**Question.** I am scanning twisted disilene, Si$_2$H$_4$, with CIS and with linear-response TDDFT. Near the S$_0$/S$_1$ crossing the gap does not look like a cone. It stays zero along a line in my two-dimensional scan, and on one side the excitation energy is negative or imaginary. I have read that these methods give the S$_0$/S$_1$ seam the wrong dimension, while S$_1$/S$_2$ is fine. Why? Is there a model small enough to solve by hand?

---

**Answer.** Two electrons in two orbitals are enough, and every step is closed form.

## The counting argument

Let $N$ be the number of internal coordinates, $N=3\cdot6-6=12$ for Si$_2$H$_4$. I assume a real Hamiltonian (no spin-orbit coupling, no magnetic field), singlet states and a spin-restricted reference with real orbitals.

Two eigenvalues of a real symmetric matrix have the gap $\sqrt{(H_{11}-H_{22})^2+4H_{12}^2}$ in a smoothly varying basis of the two-state space. It vanishes only if two independent functions of geometry vanish. The seam has dimension $N-2=10$, and the degeneracy is lifted linearly in a two-dimensional branching plane.

In CIS the basis is the converged Hartree-Fock determinant $\Phi_0$ and its single excitations. Brillouin's theorem gives $\langle\Phi_0|H|\Phi_i^a\rangle=0$ at every geometry, so the coupling of $\Phi_0$ to any CIS state is identically zero and is no condition at all. What remains is $\omega_I=0$. Where $\omega_I$ is a smooth function of geometry with nonzero gradient, its zero set has dimension $N-1=11$. Levine, Ko, Quenneville and Martínez discussed this in 2006. The smoothness clause matters, and the model shows why.

## The model

Take orthonormal real orbitals $A$ and $B$, one on each silicon, left over when the $\pi$ bond is twisted. The three singlets are $|A^2\rangle$, $|AB\rangle$ (covalent) and $|B^2\rangle$, as in the biradicaloid model of Bonačić-Koutecký, Koutecký and Michl. With the energy of $|AB\rangle$ as zero,

$$H=\begin{pmatrix}G-2d&-\sqrt2\,t&K\\-\sqrt2\,t&0&-\sqrt2\,t\\K&-\sqrt2\,t&G+2d\end{pmatrix},\qquad M\equiv G-K>0.\tag{1}$$

- $G$ is the mean energy of the ionic configurations above the covalent one, and $K=(AB|AB)>0$ is the exchange integral.
- $d$ grows from zero as the silicon carrying $A$ pyramidalises and $A$ gains s character.
- $t=t_0\sin\varphi$, with $\varphi$ the departure from perpendicular twist. At $\varphi=0$ with one end pyramidalised, a mirror plane makes $A$ even and $B$ odd, so both couplings to $|AB\rangle$ vanish.

The model assumes that the two couplings to $|AB\rangle$ are equal and that $G$ and $K$ are constant in the $(d,t)$ plane. Diagonalising (1) is full CI in this space. I treat $d>0$; the half-plane $d<0$ is its mirror image.

Illustrative inputs: $G=221$, $K=21$, $t_0=100$ kJ/mol, so $M=200$ kJ/mol. They were chosen so that at $d=0$ the twisting barrier (113 kJ/mol) and the vertical excitation of the untwisted form (313 kJ/mol) fall in the ranges typical of disilenes, roughly 100 to 125 and 300 to 350 kJ/mol. That is a choice of inputs and no test of the model.

## Exact solution: a point

At $t=0$ the covalent state has energy $0$ and the ionic states have $G\pm\sqrt{4d^2+K^2}$. The lower one reaches zero at

$$d_0=\tfrac12\sqrt{G^2-K^2}=110\ \text{kJ/mol}.$$

There the lower ionic vector is $(\cos\chi,0,-\sin\chi)$ with $\sin2\chi=K/G$. Its coupling to $|AB\rangle$ is $-\sqrt2\,t(\cos\chi-\sin\chi)$, whose square is $2t^2(1-K/G)=2t^2M/G$. Its energy has slope $-4d_0/G$ in $d$. To first order in the displacements,

$$\Delta E=\sqrt{\left(\frac{4d_0}{G}\right)^2(d-d_0)^2+\frac{8M}{G}\,t^2},\tag{2}$$

a cone with slopes 1.991 along $d$ and 2.691 along $t$. Two conditions, $t=0$ and $d=d_0$, give a point in the plane.

## Hartree-Fock and Brillouin's theorem

Let the occupied orbital be $\cos\frac u2\,A+\sin\frac u2\,B$ and the virtual one $-\sin\frac u2\,A+\cos\frac u2\,B$. In the basis of (1), the reference, the singlet single and the double are

$$\Phi_0=\begin{pmatrix}\cos^2\frac u2\\ \frac{\sin u}{\sqrt2}\\ \sin^2\frac u2\end{pmatrix},\quad \Phi_1=\begin{pmatrix}-\frac{\sin u}{\sqrt2}\\ \cos u\\ \frac{\sin u}{\sqrt2}\end{pmatrix},\quad \Phi_2=\begin{pmatrix}\sin^2\frac u2\\ -\frac{\sin u}{\sqrt2}\\ \cos^2\frac u2\end{pmatrix}.$$

Multiplying out,

$$E_0=G-2d\cos u-2t\sin u-\tfrac M2\sin^2u,\qquad E_1=M\sin^2u,\qquad E_2-E_0=4d\cos u+4t\sin u,$$

$$H_{01}=\tfrac1{\sqrt2}\left(2d\sin u-2t\cos u-M\sin u\cos u\right),\qquad H_{02}=K+\tfrac M2\sin^2u.$$

Since $\partial_u\Phi_0=\Phi_1/\sqrt2$, we have $\partial_uE_0=\sqrt2H_{01}$. The self-consistency condition is therefore Brillouin's theorem,

$$2d\sin u-2t\cos u=M\sin u\cos u.\tag{3}$$

For $d,t>0$ the lowest solution has $0<u<\pi/2$, because the terms in $d$ and $t$ favour positive $\cos u$ and $\sin u$. There (3) reads $2d/\cos u-2t/\sin u=M$, whose left side rises monotonically from $-\infty$ to $+\infty$, so the solution is unique. On the axis $t=0$ it is $u=0$ for $2d\ge M$, and the degenerate pair $\cos u=2d/M$, $u\to\pm u$, for $2d<M$.

The response matrices are numbers here: $\mathcal A=E_1-E_0$ and $\mathcal B=H_{02}$, with

$$\omega_{\rm CIS}=\mathcal A=-G+2d\cos u+2t\sin u+\tfrac32M\sin^2u,\tag{4}$$

and $\partial_u^2E_0=\mathcal A+\mathcal B$.

## CIS: a curve

Equation (3) and $\omega_{\rm CIS}=0$ are linear in $d$ and $t$. Solving them with $u$ as parameter,

$$2d=\cos u\left(G-\tfrac M2\sin^2u\right),\qquad 2t=\sin u\left(K-\tfrac M2\sin^2u\right).\tag{5}$$

One free parameter survives, so the degeneracy is a curve. It lies on the lowest solution as long as $t$ and $\sin u$ share their sign, that is for $\sin^2u\le2K/M=0.21$ (for $M<2K$ every $u$ qualifies). The curve starts at $d=G/2$, $t=0$, reaches its widest point $t_{\max}=\frac K3\sqrt{2K/3M}$ at $\sin^2u=2K/3M=0.07$, and returns to the axis at $d=\frac M2\sqrt{1-2K/M}$. With its image under $t\to-t$ it forms a closed loop, with a corner at the last point, where the reference switches between $+u$ and $-u$.

On the loop $\mathcal A+\mathcal B=\mathcal B>0$. The reference is a proper minimum under real rotations, so by the implicit function theorem $u(d,t)$ is smooth on each branch. Differentiating (3) gives the coupled-perturbed solution,

$$\frac{\partial u}{\partial d}=-\frac{2\sin u}{\mathcal A+\mathcal B},\qquad\frac{\partial u}{\partial t}=\frac{2\cos u}{\mathcal A+\mathcal B}.$$

With (3), $\partial\mathcal A/\partial u=2M\sin u\cos u$, and the relaxed gradient of the gap is

$$\frac{\partial\omega}{\partial d}=2\cos u-\frac{4M\sin^2u\cos u}{\mathcal A+\mathcal B},\qquad\frac{\partial\omega}{\partial t}=2\sin u+\frac{4M\sin u\cos^2u}{\mathcal A+\mathcal B}.\tag{6}$$

This single vector never vanishes on the loop, and it is the only direction that lifts the degeneracy. Near $d=G/2$, $t=0$,

$$\omega_{\rm CIS}\approx2\left(d-\tfrac G2\right)+\left(\frac2K+\frac{4M}{K^2}\right)t^2,\qquad t\ll t_{\max},$$

with coefficient 1.91 mol/kJ. The term linear in $|t|$ that (2) has is absent, and $\omega$ passes through zero and changes sign. The interstate coupling also differs. At that point $\langle\Phi_1|\partial_t\Phi_0\rangle=\partial_tu/\sqrt2=\sqrt2/K=0.0673$ mol/kJ, which is finite. The exact coupling along $t$ on the axis approaches $\sqrt{2M/G}/\Delta E$ in magnitude and diverges at the intersection.

Inside the loop $\omega_{\rm CIS}<0$. On the axis it equals $2d-G$ for $2d\ge M$ and $-K+\frac M2(1-4d^2/M^2)$ below, with the lowest axis value $-K$ at $d=M/2=100$ kJ/mol. Because $M<2d_0<G$, the exact intersection lies inside the loop, where the CIS gap is in error by $2d_0-G=-1$ kJ/mol.

**What CIS leaves out.** With (3), $H_{12}=\sqrt2M\sin u\cos u$. On the loop $E_0=E_1$ and $H_{01}=0$, so the vector $H_{12}\Phi_0-H_{02}\Phi_1$ decouples from $\Phi_2$ and is an exact eigenvector with energy $E_0$. The orthogonal combination mixes with $\Phi_2$, giving one root below $E_0$ and one above. The exact gap on the CIS seam is thus

$$\Delta E=\sqrt{\tfrac14D^2+H_{02}^2+H_{12}^2}-\tfrac12D,\qquad D=E_2-E_0=2G-3M\sin^2u,\tag{7}$$

which is positive everywhere because $H_{02}>0$. The coupling that Brillouin's theorem removes from $H_{01}$ returns through the double excitation. Three points with $\omega_{\rm CIS}=0$, in kJ/mol:

| $\sin^2u$ | $d$ | $t$ | $\mathcal B$ | exact gap |
|---|---|---|---|---|
| 0 | 110.50 | 0 | 21 | 1.00 |
| 0.07 | 103.19 | 1.85 | 28 | 14.46 |
| 0.21 | 88.88 | 0 | 42 | 42.00 |

## Full linear response: also a curve, but another one

Time-dependent Hartree-Fock gives $\omega^2=(\mathcal A-\mathcal B)(\mathcal A+\mathcal B)$. On the lowest real solution $\mathcal A+\mathcal B\ge0$, so the sign is set by

$$\mathcal A-\mathcal B=-(G+K)+2d\cos u+2t\sin u+M\sin^2u.$$

Setting this to zero together with (3) gives $2d=(G+K)\cos u$ and $t=K\sin u$:

$$\left(\frac{2d}{G+K}\right)^2+\left(\frac tK\right)^2=1,\tag{8}$$

an ellipse with semi-axes 121 and 21 kJ/mol. At its centre $\mathcal A-\mathcal B=-2K$, and the factor vanishes nowhere else, so $\omega$ is imaginary inside (apart from the axis points $d=\pm M/2$, where $\mathcal A+\mathcal B=0$). Outside it rises as a square root of the distance. On the axis, $\omega^2=(2d-G-K)(2d-G+K)$ for $2d\ge M$, so the gradient of $\omega$ diverges at the seam. At the exact intersection $\omega^2=-440$ (kJ/mol)$^2$. On the CIS loop $\omega^2=-\mathcal B^2$, so that loop lies wholly inside the ellipse.

The ellipse marks an instability toward complex orbitals. Give $B$ the phase $e^{i\gamma}$ and set $x=\sin u\cos\gamma$, $y=\sin u\sin\gamma$, $z=\cos u$. Then $E_0=G-2dz-2tx-\frac M2x^2-\frac{G+K}2y^2$. Eliminating $y^2=1-x^2-z^2$ gives the minimum $z=2d/(G+K)$, $x=t/K$, which has $y\ne0$ exactly inside (8). In general $\mathbf A=\frac12[(\mathbf A+\mathbf B)+(\mathbf A-\mathbf B)]$ is positive definite whenever both brackets are, so a CIS root at or below zero always means that the reference is no longer strictly stable.

## Comparison with the general statement

**TDDFT.** Adiabatic linear response has no matrix element between ground and excited state. The ground state is fixed by Kohn-Sham stationarity, $F_{ia}=0$, the analogue of (3), and the $\omega_I$ come from a separate eigenproblem. In the Tamm-Dancoff approximation, $\omega=0$ means $\det\mathbf A=0$. In full response it means $\det(\mathbf A-\mathbf B)\det(\mathbf A+\mathbf B)=0$. Each is one scalar condition on a smooth branch of the self-consistent solution. The functional decides where the seam lies and which factor vanishes. For singlets, $(\mathbf A-\mathbf B)_{ia,jb}=(\varepsilon_a-\varepsilon_i)\delta_{ij}\delta_{ab}+c_x[(ib|ja)-(ij|ab)]$, with $c_x$ the exact-exchange fraction, and the model above is the Hartree-Fock case, $c_x=1$ without correlation.

**Brillouin's theorem is not sufficient alone.** For noninteracting electrons, $G=K=M=0$, (3) gives $\tan u=t/d$ and (4) gives $\omega=2\sqrt{d^2+t^2}$, a true cone. There $\mathcal A+\mathcal B$ vanishes at the apex and $u$ is singular. The $N-1$ result needs a reference that is smooth where $\omega=0$, which $\mathcal B\ge K>0$ guarantees here.

**Two excited states.** Add a second virtual orbital. With occupied $i$ and virtuals $a,b$ in a smoothly varying orthonormal basis,

$$A_{ab}=F_{ab}-\varepsilon_i\delta_{ab}+2(ia|ib)-(ii|ab),\qquad\omega_2-\omega_1=\sqrt{(A_{aa}-A_{bb})^2+4A_{ab}^2}.$$

No stationarity condition constrains $A_{ab}$: the energy $E_0$ does not depend on rotations among virtuals, and the rotation that removes $F_{ab}$ leaves the two-electron part. Both conditions must be met, and the seam has dimension $N-2$. In full response the $\omega^2$ are eigenvalues of the real symmetric matrix $(\mathbf A-\mathbf B)^{1/2}(\mathbf A+\mathbf B)(\mathbf A-\mathbf B)^{1/2}$, so the same count holds while $\mathbf A-\mathbf B$ is positive definite. A correct dimension says nothing about the position of the seam, since states of doubly excited character are still missing.

**Back to your scan.** A point, a loop and an ellipse in the $(d,t)$ plane, each extended along the ten remaining coordinates, give seams of dimension 10 (exact) and 11 (CIS and full response). In this model the CIS loop is 21.6 kJ/mol long in $d$ and reaches $\varphi=\pm0.0185$ rad, so a coarse grid can mistake it for a point or a line segment, while the ellipse reaches $\varphi=\pm0.212$ rad at $d=0$. These sizes are the model's. The model has no $\sigma$ orbitals, no trans-bending energetics and no hydrogen migration, and $K$ is an assumed value. For $K\ll M$ the loop's length scales as $K$ and its width as $K^{3/2}$, so a smaller exchange integral shrinks it without changing its dimension.